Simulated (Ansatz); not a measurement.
The calculation used DFT PBE, scalar-relativistic, plane waves, PAW in Ansatz 0.2.0. All cells share a 420 eV cutoff and Γ-centred k meshes spaced about 0.3 Å⁻¹ or finer (0.25 for metals, 2π included). No spin polarisation.

These are static total energies at zero pressure.

Two forms of Ta2F were relaxed alike.

1. Space group P-3m1 (No. 164), trigonal, a = 2.939 Å, c = 13.682 Å. Around Ta on its first site lie 3 F at 2.23 Å and 9 Ta at 2.94–3.03 Å; Ta on its second site is surrounded by 12 Ta at 2.94–3.03 Å; around F lie 3 Ta at 2.23 Å.

2. Space group P4/nmm (No. 129), tetragonal, a = 3.242 Å, c = 11.411 Å. Around Ta on its first site lie 1 F at 1.87 Å, 4 Ta at 2.86 Å and 5 Ta at 3.24–3.39 Å; Ta on its second site is surrounded by 8 Ta at 2.84–2.86 Å and 5 Ta at 3.24–3.39 Å; F is surrounded by 1 Ta at 1.87 Å.

Problem. Which form is favoured at zero pressure, and by what margin per atom?

Solution. They are level within the accuracy (6 meV/atom apart, with cell 1 the lower in these runs). Cell 1 has space group P-3m1 (No. 164), 17.1 Å³/atom and no gap on its mesh; cell 2 has space group P4/nmm (No. 129), 20.0 Å³/atom and no gap. Counting F atoms around Ta (those within 1.25 times the shortest such distance or 1.15 times the sum of covalent radii; a plus sign parts nearer from farther groups; the shortest distance is added where it exceeds 1.18 times the sum of covalent radii; a slash parts the counts of unlike sites), cell 1 has Ta 3/3+3 from 4.3 Å and cell 2 has Ta 1/4+1 from 4.3 Å. Both come from trial cells of a structure search, whose lowest cell (P-1, 17.2 Å³/atom) lies 165 meV/atom below the lower of the two.

The k mesh leaves some 4 meV/atom of noise in the energy of each metallic cell. Weakly bound directions are ill-defined at this level, which has no dispersion term (P-3m1, P4/nmm), and this can change margins and order among such cells. Spin–orbit coupling, which can matter for Ta, is left out. Trial moments fell under 0.15 μB along the way in P-3m1 and P4/nmm; another start might hold them. With atoms moved at random, cell 1 (by 165 meV/atom) fell into a lower structure and cell 2 came back. Some candidate types were left out of the draw beforehand, so a known form may be missing.

The near-degeneracy of the two Ta2F forms probably reflects a trade-off between metal packing and fluorine bonding. In the tetragonal form, the tantalum slab keeps the body-centred-like arrangement favoured by a partly filled d band, with each fluorine bound terminally at 1.87 Å. In the trigonal form, the metal is close-packed, which is normally unfavourable for tantalum, but fluorine bridges three metal atoms at 2.23 Å. The longer contacts fit the sharing of fluorine's bonding capacity over several neighbours and don't by themselves mean weaker total Ta–F bonding.

Metallic character is expected in both: fluorine can take up only a small share of the tantalum valence electrons, leaving the rest in Ta–Ta d bands. The smaller volume of the trigonal form suggests that compression would favour it over the tetragonal one, but the much lower P-1 cell rules out either as the ground state at this composition. Nor does the comparison show that Ta2F would resist disproportionation into tantalum metal and a higher fluoride.
